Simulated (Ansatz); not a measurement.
Ligand exchange: C2H7BrSi + Sn(CH3)3(OH) → C2H8OSi + Sn(CH3)3Br

Gas-phase species: C2H7BrSi `CC[SiH2]Br`, singlet; Sn(CH3)3(OH), singlet; C2H8OSi `CC[SiH2]O`, singlet; Sn(CH3)3Br, singlet. The partners trade Br for OH: Si–Br and Sn–OH bonds give way to Si–OH and Sn–Br.

Shapes, held fixed at every level: PBE0-D4/def2-TZVP. Flexible molecules stand in one conformer, not always the lowest. Programs: Ansatz 0.2.0. The zero-point and thermal change to 298 K, harmonic and unscaled (PBE0-D4/def2-TZVP), is +2.1 kJ/mol.

Estimate ΔH(298 K) of this reaction.

MP2/def2-TZVPP gives ΔH(298 K) = -86.1 kJ/mol; the levels span -102.6 to -83.3. The median of the levels is -86.3. No measured value is set beside it here. For atoms past krypton def2 sets carry core potentials with scalar relativity. Relativity is left out for Br. Outer-core shells of Br, Sn are correlated, in sets that cover them unevenly.

| level | kind | ΔH(298 K) (kJ/mol) |
| --- | --- | --- |
| HF/def2-TZVPP | Hartree–Fock | -102.6 |
| SPW92/def2-TZVPP | LDA | -83.3 |
| r2SCAN-D4/def2-TZVPP | meta-GGA | -86.1 |
| wB97M-V/def2-TZVPP | range-separated hybrid | -87.0 |
| B2PLYP/def2-TZVPP | double hybrid | -86.9 |
| CCSD(T)/def2-SVP | coupled cluster or CI | -84.7 |
| CCSD/def2-SVP | coupled cluster or CI | -86.5 |
| MP2/def2-TZVPP | perturbation theory | -86.1 |

Every level makes the exchange strongly exothermic, with hydroxide going to silicon and bromide to tin. The thermal term is only +2.1 kJ/mol, so the preference is electronic. It reflects the particular strength of the Si–O bond: silicon's compact valence orbitals overlap well with those of oxygen, and the short, polar bond gains further from lone-pair donation into σ* orbitals on silicon. Tin's larger, more diffuse orbitals gain less from oxygen, so replacing it with bromine costs less there than silicon gains.

Hartree–Fock stands apart at -102.6 kJ/mol, whereas all the other levels, including LDA, lie between -87.0 and -83.3. Correlation therefore stabilises the reactants more than the products, probably because the mean-field description overstates the advantage of the polar Si–O bond. The bond types are not conserved, since Si–Br and Sn–O give way to Si–O and Sn–Br, but the number of single bonds is, which probably lets some errors cancel among the rest. Because silicon and tin carry different substituents here, the enthalpy is not a pure measure of their relative affinities for oxygen and bromine.
